Ansatz 0.2.0, scalar-relativistic PBE with PAW and no spin polarisation, for the 6-atom cell of Ga3As2P (space group I-4m2) at fixed atoms; plane-wave cutoff 420 eV, 12×12×12 k mesh, Gaussian smearing of 0.02 eV. The s, p and d electrons are Loewdin populations, with zero for a shell that the PAW dataset lacks. Bader volumes leave out near-empty space.

```tsv
row	bader charge (e)	element	s electrons (e)	p electrons (e)	d electrons (e)	bader volume (Å³)
1	0.754	Ga	1.128	1.827	9.987	16.920
2	0.680	Ga	1.138	1.817	9.988	17.580
3	0.754	Ga	1.128	1.827	9.987	16.920
4	-0.825	P	1.371	3.637	0.000	27.090
5	-0.682	As	1.479	3.541	9.997	28.890
6	-0.682	As	1.479	3.541	9.997	28.890
```

## The sizes to remember

In this ordered crystal of Ga3As2P, each bond moves about 0.2 electron from gallium to its P or As neighbour. Four bonds leave a Ga atom with a charge between +0.68 and +0.75 e, about a quarter of the +3 obtained by giving all bonding electrons to the anions. Replacing two of the four As neighbours by P raises the charge of the Ga atom by 0.074 e, about 0.04 e for each. These are Bader charges: space is cut into one basin per atom along the surfaces where the electron density is lowest on the way from one atom to the next, and the electrons in each basin are counted.

## Which Ga atom is the odd one

Rows 1 and 3 are the same site repeated by symmetry, and so are rows 5 and 6. The Ga atom of row 2 stands apart, with a charge of 0.680 e against 0.754 e for the other two. The atomic positions show what differs. Row 2 has four As neighbours, while rows 1 and 3 each have two P and two As. Every P and As atom is bonded to four Ga atoms.

## Why neighbours decide

The calculation gives a semiconductor with filled bonding bands. In such a solid the valence electrons can be pictured as pairs, one pair to each bond. A pair leans towards the atom whose valence levels lie deeper, here P or As. How far it leans depends mainly on the two atoms at its ends, so an atom's charge should be close to a sum over its own bonds.

Let $t_\mathrm{P}$ be the charge moved in a Ga–P bond and $t_\mathrm{As}$ that in a Ga–As bond. A Ga atom with $n_\mathrm{P}$ P and $n_\mathrm{As}$ As neighbours then has the charge

$$q_\mathrm{Ga} = n_\mathrm{P}\,t_\mathrm{P} + n_\mathrm{As}\,t_\mathrm{As}.$$

The anions have $q_\mathrm{P} = -4t_\mathrm{P}$ and $q_\mathrm{As} = -4t_\mathrm{As}$.

## One estimate in full

The P atom fixes the first constant: $t_\mathrm{P} = 0.825/4 = 0.206$ e. The Ga atom with only As neighbours fixes the second: $t_\mathrm{As} = 0.680/4 = 0.170$ e. Row 1 was not used for either, and its estimate is

$$q_\mathrm{Ga} = 2(0.206) + 2(0.170) = 0.752\ \text{e}.$$

The table has 0.754 e. The As charge is also met to 0.002 e, but the two successes are one test, because the charges in the cell must add to zero. If Ga atoms gave the same charge whatever their neighbours, all three would carry 0.73 e, which is 0.05 e too high for row 2. The output below lists the estimates for all sites.

For another Ga atom in this kind of bonding, the first step is therefore to count its P neighbours. The rule rests on two Ga surroundings in one ordered crystal. A disordered alloy, with more varied bond lengths, would test it harder.

## Why P takes more than As

Theory offers a partial reason for the larger transfer to P. The 3p level of P lies somewhat deeper than the 4p level of As, which draws the bonding pair towards P. The s levels are not expected to help, because the 4s level of As lies about as deep as the 3s level of P or deeper. The position of the Bader surface matters as well, since it depends on how the densities of both atoms fall off along the bond. For that reason even overlapped neutral atoms are expected to give Ga a modest positive Bader charge, so not all of the 0.2 e per bond is transfer. That part is expected to be much the same for P and As neighbours, which would leave most of their difference to the rearrangement of electrons on bonding. The table does not tell how much of the 0.04 e per bond comes from each.

## More charge in a smaller basin

P is more negative than As, yet its basin is smaller, 27.1 against 28.9 Å³. Basin size depends on how widely the electrons are spread as well as on their number. The valence electrons of As lie in a higher shell around a larger core, and its bonds to Ga are longer, so it is given a larger share of the cell. Divided by the number of valence electrons, the basin comes to about 5.1 Å³ per electron for As and 4.7 Å³ for P. A large basin is thus no sign of a large negative charge when the elements differ. Among the Ga atoms, size and electron count do go together: row 2 keeps more electrons and has four of the longer Ga–As bonds, and both are expected to contribute to its basin of 17.58 against 16.92 Å³.

## What the orbital counts add

The s, p and d columns assign electrons to atomic orbitals instead of regions of space. Summed for each atom, they make the Ga atoms almost equally charged and As slightly more negative than P, the reverse of the Bader order. Orbitals centred on Ga reach into the space of its neighbours, so an electron near P can still be counted as Ga's. The counts also leave 0.13 electron of the cell unassigned, while the net charges they give P and As differ by only 0.009 e. The site trend is therefore a statement about where electrons sit in space, and neither count is an oxidation state.

The orbital counts are more useful for showing which orbitals take part in the bonds. Relative to a free atom, the Ga atom of row 1 has lost 0.87 s electron and gained 0.83 p electron, as expected when its s and p orbitals mix to form four bonds. P and As shift from s to p too, but As keeps about 0.1 s electron more than P. The usual explanation is its filled 3d shell, which screens the nucleus poorly and so lowers the 4s level, while relativity is expected to supply much of the margin by which that level ends up below the 3s level of P. P has no such filled shell. The zero in its d column means that the calculation had no d orbital on P to count, not that a population was found to vanish.

Numerical output:

```
Charge moved per Ga-P bond, from row 4 (e): 0.2062
Charge moved per Ga-As bond, from row 2 (e): 0.17
Ga-P less Ga-As, per bond (e): 0.03625
Ga of row 1 less Ga of row 2, computed Bader charge (e): 0.074
The same difference from the bond model (e): 0.0725
Rival of equal Ga charges, common value (e): 0.7293
Rival, miss for row 1, prediction less value (e): -0.02467
Rival, miss for row 2, prediction less value (e): 0.04933
Bader charge of Ga row 1 as percentage of a formal charge of 3 (%): 25.13
Bond model and Loewdin counts:
  row  model Bader charge e   miss e  Loewdin net charge e  s change from free atom e  p change from free atom e
    1                0.7525  -0.0015                 0.058                     -0.872                      0.827
    2                  0.68        0                 0.057                     -0.862                      0.817
    3                0.7525  -0.0015                 0.058                     -0.872                      0.827
    4                -0.825        0                -0.008                     -0.629                      0.637
    5                 -0.68    0.002                -0.017                     -0.521                      0.541
    6                 -0.68    0.002                -0.017                     -0.521                      0.541
Electrons left unassigned by Loewdin, whole cell (e): 0.131
As less P, s electrons (e): 0.108
Ga row 2 less Ga row 1, s electrons (e): 0.01
Ga row 2 less Ga row 1, p electrons (e): -0.01
As less P, Bader volume (cubic angstrom): 1.8
P, Bader volume per valence s and p electron (cubic angstrom): 4.651
As, Bader volume per valence s and p electron (cubic angstrom): 5.084
```
